**3s level and spin gap along the ions of iodine**

The table holds the spin-up and spin-down 3s Kohn-Sham eigenvalues, their difference and the mean radii for six iodine ions from I2+ to I40+, computed with Quantum ESPRESSO ld1.x as spherical all-electron atoms in scalar-relativistic, spin-polarised LDA-PW92 with a point nucleus. The program builds densities from hydrogenic shapes scaled to the mean radii of the same runs and evaluates, without fitted parameters, the first-order Hartree plus Slater-exchange shift of the 3s level and the exchange gap. The level steps are reproduced within 3.3 % of the tabulated values, and the gap within 5 to 10 % for open 4s, 3d and 3p shells, while it is too large by about a factor of two for 4d and 5p. Two-parameter fits of the gap per unpaired electron to the open-shell radius or to the charge both scatter by a factor of about 1.4. The LDA gap is 0.23 to 0.57 of the first-order exact-exchange value from the integrals of I24+, and a centroid test for the sign of the up-down radius difference fails for I9+ and I40+.

Iodine ions computed with Quantum ESPRESSO ld1.x 7.5 as spherical all-electron Kohn-Sham atoms, in scalar-relativistic, spin-polarised LDA (Slater exchange, PW92 correlation) with a point nucleus. Open shells are filled high-spin, with up the majority spin. Eigenvalues are negative for bound levels.

## The fit in Python

```python
# Table: 3s up/down Kohn-Sham eigenvalues and mean radii of iodine ions; QE ld1.x, LDA-PW92,
# scalar-relativistic, spin-polarised, spherical. Tested: first-order Hartree + Slater-exchange model on
# hydrogenic shapes scaled to the runs' radii (level shift, spin gap); rivals for gap per unpaired electron.
T = {
    'ion': ['I2+', 'I9+', 'I17+', 'I24+', 'I32+', 'I40+'],
    'Z': [53, 53, 53, 53, 53, 53],
    'charge': [2, 9, 17, 24, 32, 40],  # e
    'N': [51, 44, 36, 29, 21, 13],
    'configuration': ['[Kr] 4d10 5s2 (5p up)3', '[Kr] (4d up)5 (4d down)3', '[Ar] 3d10 4s2 4p6', '[Ar] 3d10 (4s up)1', '[Ar] (3d up)3', '[Ne] 3s2 (3p up)1'],
    'eigenvalue_3s_up': [-1047.6, -1175.6, -1443.7, -1734.6, -2330.7, -2991.0],  # eV
    'eigenvalue_3s_down': [-1047.5, -1175.1, -1443.7, -1733.8, -2319.1, -2981.6],  # eV
    'mean_radius_3s_up': [0.31458, 0.31431, 0.31252, 0.30977, 0.29348, 0.27888],  # bohr
    'mean_radius_3s_down': [0.31457, 0.31425, 0.31252, 0.3096, 0.2941, 0.27905],  # bohr
    'gap': [0.12, 0.51, 0.0, 0.8, 11.62, 9.42],  # eV
}
import numpy as np
from scipy.special import eval_genlaguerre as Lg
from scipy.integrate import cumulative_trapezoid as ct
from scipy.constants import physical_constants as pc
Ha = pc['Hartree energy in eV'][0]
ion = T['ion']; A = lambda k: np.array(T[k], float)
q, eu, ru, rd, gap = A('charge'), A('eigenvalue_3s_up'), A('mean_radius_3s_up'), A('mean_radius_3s_down'), A('gap')
sh = [(1,0),(2,0),(2,1),(3,0),(3,1),(3,2),(4,0),(4,1),(4,2),(5,0),(5,1)]
# typed from further outputs of the same runs: spin-up mean radii (bohr) without 3s; 1s-up level (eV)
R = [[.02725,.1173,.1025,.3125,.2888,.7400,.7923,.9217,1.871,2.192],
     [.02725,.1173,.1025,.3121,.2883,.7275,.7710,.8560], [.02725,.1172,.1025,.3098,.2849,.6838,.7099],
     [.02724,.1171,.1023,.3063,.2803,.6433], [.02725,.1165,.1018,.2868,.2560], [.02723,.1155,.1007,.2699]]
e1 = np.array([-32969.03,-33100.06,-33383.01,-33718.15,-34492.56,-35472.25])
G = {3: 3.524/1, 4: 34.14/5, 5: 52.02/3}  # outputs, I24+ only: G^l(nl,3s)/(2l+1) for 4s, 3d, 3p (eV)
F4s, F3d, F3p = 46.82, 82.32, 79.32       # outputs, I24+ only: F0(nl,3s) (eV)
occ = [(3,0),(5,3),(3,3),(1,0),(3,0),(1,0)]  # up, down in the outermost shell
nu = np.array([a-b for a, b in occ]); ro = np.array([x[-1] for x in R])
r = np.geomspace(1e-5, 30, 6000); I = lambda f: ct(f, r)[-1]; fp = 4*np.pi*r*r
def D(n, l, m):
    x = 2*((3*n*n-l*(l+1))/(2*m))*r/n
    d = (r*x**l*np.exp(-x/2)*Lg(n-l-1, 2*l+1, x))**2
    return d/I(d)
D3, VH, VX, gm, S, cen = [], [], [], [], [], []
for i in range(6):
    rr = R[i][:3]+[ru[i]]+R[i][3:]; ds = [D(n, l, m) for (n, l), m in zip(sh, rr)]
    core = sum((2*l+1)*d for (n, l), d in zip(sh, ds[:-1]))
    up, dn = core+occ[i][0]*ds[-1], core+occ[i][1]*ds[-1]
    c = ct((up+dn)/r, r, initial=0); VH.append(ct(up+dn, r, initial=0)/r+c[-1]-c)
    vu, vd = -np.cbrt(6*up/fp/np.pi), -np.cbrt(6*dn/fp/np.pi)
    w = ds[3]*(vd-vu); D3.append(ds[3]); VX.append(vu); gm.append(I(w)*Ha)
    S.append(I(ds[3]*ds[-1]/fp)); cen.append(I(w*r)/I(w) if nu[i] else np.nan)
print('rounding floors: level 0.05 eV, gap 0.005 eV, radius 5e-6 bohr (1e-5 on a difference)')
print(f'I2+ to I40+: binding x{eu[-1]/eu[0]:.2f} (shift {eu[-1]-eu[0]:.1f} eV), radius {100*(ru[-1]/ru[0]-1):.1f} %')
print('step | dq | d3s eV | per e eV | binding % | radius % | d1s eV | 3s/1s | model eV (Hartree part) | err %')
de, d1, dq = np.diff(eu), np.diff(e1), np.diff(q)
for i in range(5):
    d = .5*(D3[i]+D3[i+1]); h = I(d*(VH[i+1]-VH[i]))*Ha; m = h+I(d*(VX[i+1]-VX[i]))*Ha
    print(f'{ion[i]}>{ion[i+1]} | {dq[i]:.0f} | {de[i]:.1f} | {de[i]/dq[i]:.1f} | {100*de[i]/eu[i]:.1f} | '
          f'{100*(ru[i+1]/ru[i]-1):.2f} | {d1[i]:.1f} | {de[i]/d1[i]:.3f} | {m:.0f} ({h:.0f}) | {100*(m/de[i]-1):+.1f}')
print(f'frozen I24+ F0 count: 4s+7x3d {F4s+7*F3d:.0f} vs {-de[3]:.0f} eV; 3x3d+5x3p {3*F3d+5*F3p:.0f} vs {-de[4]:.0f} eV')
o = np.where(nu > 0)[0]; g = gap[o]/nu[o]
print('ion | unpaired | r_open bohr | gap eV | per unp. eV | model gap eV | model/table | overlap bohr^-3 | kernel eV bohr^3')
for i, x in zip(o, g):
    print(f'{ion[i]} | {nu[i]} | {ro[i]:.3f} | {gap[i]:.2f} | {x:.3f} | {gm[i]:.2f} | {gm[i]/gap[i]:.2f} | {S[i]:.4f} | {gm[i]/nu[i]/S[i]:.2f}')
print(f'{ion[2]} (no moment, left out of fits): table {gap[2]:.2f}, model {gm[2]:.2f} eV')
k = o[np.argmax(np.abs(np.log(np.array(gm)[o]/gap[o])))]; print('worst row of gap model:', ion[k])
for name, x in (('power law in r_open', np.log(ro[o])), ('exponential in charge', q[o])):
    p = np.polyfit(x, np.log(g), 1); f = np.exp(np.polyval(p, x))/g
    print(f'{name}: slope {p[0]:.3f}, rms ln err {np.sqrt(np.mean(np.log(f)**2)):.2f}, fit/table', np.round(f, 2))
print(f'I40+/I32+: total gap x{gap[5]/gap[4]:.2f}, per unpaired x{g[4]/g[3]:.2f}, r_open x{ro[5]/ro[4]:.2f}, G ratio x{G[5]/G[4]:.2f}')
print(f'  model: per unpaired x{gm[5]*3/gm[4]:.2f} = overlap x{S[5]/S[4]:.2f} times kernel x{gm[5]*3/gm[4]*S[4]/S[5]:.2f}')
print(f'per unpaired: I32+/I24+ x{g[3]/g[2]:.1f}, I40+/I2+ x{g[4]/g[0]:.0f}; largest gap/binding {100*max(-gap/eu):.2f} %')
for i in G:
    print(f'{ion[i]}: exact-exchange first order {G[i]:.2f} eV per unpaired (I24+ integrals), LDA/that {gap[i]/nu[i]/G[i]:.2f}')
print('ion | r_up - r_down (1e-5 bohr) | model centroid of extra attraction minus r_3s (bohr)')
for i in o:
    print(f'{ion[i]} | {1e5*(ru[i]-rd[i]):+.0f} | {cen[i]-ru[i]:+.3f}')
assert np.all(de < 0) and np.all(np.diff(ru) < 0)
assert abs(gap[2]) < 0.005 and np.all(np.diff(g) > 0)
assert np.all(np.diff(de/d1) < 0) and np.all(np.diff(-de/dq) > 0)
```

Output:

```
rounding floors: level 0.05 eV, gap 0.005 eV, radius 5e-6 bohr (1e-5 on a difference)
I2+ to I40+: binding x2.86 (shift -1943.4 eV), radius -11.3 %
step | dq | d3s eV | per e eV | binding % | radius % | d1s eV | 3s/1s | model eV (Hartree part) | err %
I2+>I9+ | 7 | -128.0 | -18.3 | 12.2 | -0.09 | -131.0 | 0.977 | -132 (-132) | +3.3
I9+>I17+ | 8 | -268.1 | -33.5 | 22.8 | -0.57 | -283.0 | 0.948 | -273 (-275) | +1.8
I17+>I24+ | 7 | -290.9 | -41.6 | 20.1 | -0.88 | -335.1 | 0.868 | -294 (-296) | +1.2
I24+>I32+ | 8 | -596.1 | -74.5 | 34.4 | -5.26 | -774.4 | 0.770 | -593 (-601) | -0.5
I32+>I40+ | 8 | -660.3 | -82.5 | 28.3 | -4.97 | -979.7 | 0.674 | -659 (-685) | -0.2
frozen I24+ F0 count: 4s+7x3d 623 vs 596 eV; 3x3d+5x3p 644 vs 660 eV
ion | unpaired | r_open bohr | gap eV | per unp. eV | model gap eV | model/table | overlap bohr^-3 | kernel eV bohr^3
I2+ | 3 | 2.192 | 0.12 | 0.040 | 0.26 | 2.18 | 0.0895 | 0.97
I9+ | 2 | 0.856 | 0.51 | 0.255 | 0.94 | 1.85 | 0.4515 | 1.04
I24+ | 1 | 0.643 | 0.80 | 0.800 | 0.88 | 1.10 | 1.7369 | 0.51
I32+ | 3 | 0.256 | 11.62 | 3.873 | 12.15 | 1.05 | 3.4398 | 1.18
I40+ | 1 | 0.270 | 9.42 | 9.420 | 10.33 | 1.10 | 5.3291 | 1.94
I17+ (no moment, left out of fits): table 0.00, model 0.00 eV
worst row of gap model: I2+
power law in r_open: slope -2.396, rms ln err 0.36, fit/table [0.91 1.36 0.86 1.61 0.58]
exponential in charge: slope 0.136, rms ln err 0.34, fit/table [1.42 0.57 1.4  0.85 1.04]
I40+/I32+: total gap x0.81, per unpaired x2.43, r_open x1.05, G ratio x2.54
  model: per unpaired x2.55 = overlap x1.55 times kernel x1.65
per unpaired: I32+/I24+ x4.8, I40+/I2+ x236; largest gap/binding 0.50 %
I24+: exact-exchange first order 3.52 eV per unpaired (I24+ integrals), LDA/that 0.23
I32+: exact-exchange first order 6.83 eV per unpaired (I24+ integrals), LDA/that 0.57
I40+: exact-exchange first order 17.34 eV per unpaired (I24+ integrals), LDA/that 0.54
ion | r_up - r_down (1e-5 bohr) | model centroid of extra attraction minus r_3s (bohr)
I2+ | +1 | +0.064
I9+ | +6 | -0.005
I24+ | +17 | +0.049
I32+ | -62 | -0.016
I40+ | -17 | +0.005
```
